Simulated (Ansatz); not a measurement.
# Al: energy above lowest point against volume scale

Free energy against uniform scaling of the volume at fixed shape and fractions; periodic cell, basis, potentials, k mesh and filling as listed. The results are calculated, by Ansatz 0.2.0.

The cell before it is scaled or strained (space group Fm-3m, No. 225):
```
cell vectors (Å)
   0.0000     2.0248     2.0248
   2.0248     0.0000     2.0248
   2.0248     2.0248     0.0000
atoms (fractions of the cell vectors)
Al  0.00000  0.00000  0.00000
```

Settings of every row: functional r2SCAN; dispersion none; potentials PAW; wave cutoff 600 eV; density cutoff 2400 eV; k mesh 12x12x12; k shift 0x0x0; occupations gaussian; smearing width 0.1 eV; spin none.

Limits: coarse k mesh, up to 40 meV an atom off.

```
row  volume scale  V (Å³/atom)  energy above lowest point (meV/atom)
  1          0.94       15.606                                   2.1
  2          0.96       15.939                                     0
  3          0.98       16.271                                     ?
  4             1       16.603                                   6.8
  5          1.02       16.935                                  14.9
  6          1.04       17.267                                  25.9
  7          1.06       17.599                                  39.5
```

Question: what energy above lowest point should row 3 give?

Worked fit of energy above lowest point. Take u = (V_r/V)^(2/3) − 1 with V_r = 16.769 Å³ an atom, which is twice the finite (Eulerian) strain; such expansions in the strain, on which the Birch-Murnaghan equation of state is built, carry the rest volume and the bulk modulus. The shown rows have u = 0.04908, 0.03442, 0.00665, -0.00655, -0.01932, -0.03169. Least squares give energy above lowest point = 10.48 − 622.4 × u + 9213 × u² meV/atom; a straight line predicts inner rows, each left out in turn, worse (root mean square 5.8 against 0.073 meV/atom). The rows lie off it by 0.0, 0.0, 0.1, -0.1, 0.0, 0.0. Its lowest point lies at u = 0.0338, or V = 15.95 Å³ an atom, and the curvature there gives the bulk modulus at fixed shape and fractions, B = (4/9)(1 + u)² E″(u)/V = 87.9 GPa. The withheld row has u = 0.0203, so the fit gives 10.48 − 622.4 × (0.0203) + 9213 × (0.0203)² = 1.6 meV/atom.

The calculation gave 1.7 meV/atom. The fit lies 0.1 meV/atom (5.9 % of the value, 0.25 % of the column's range) below it, one unit of the last digit.
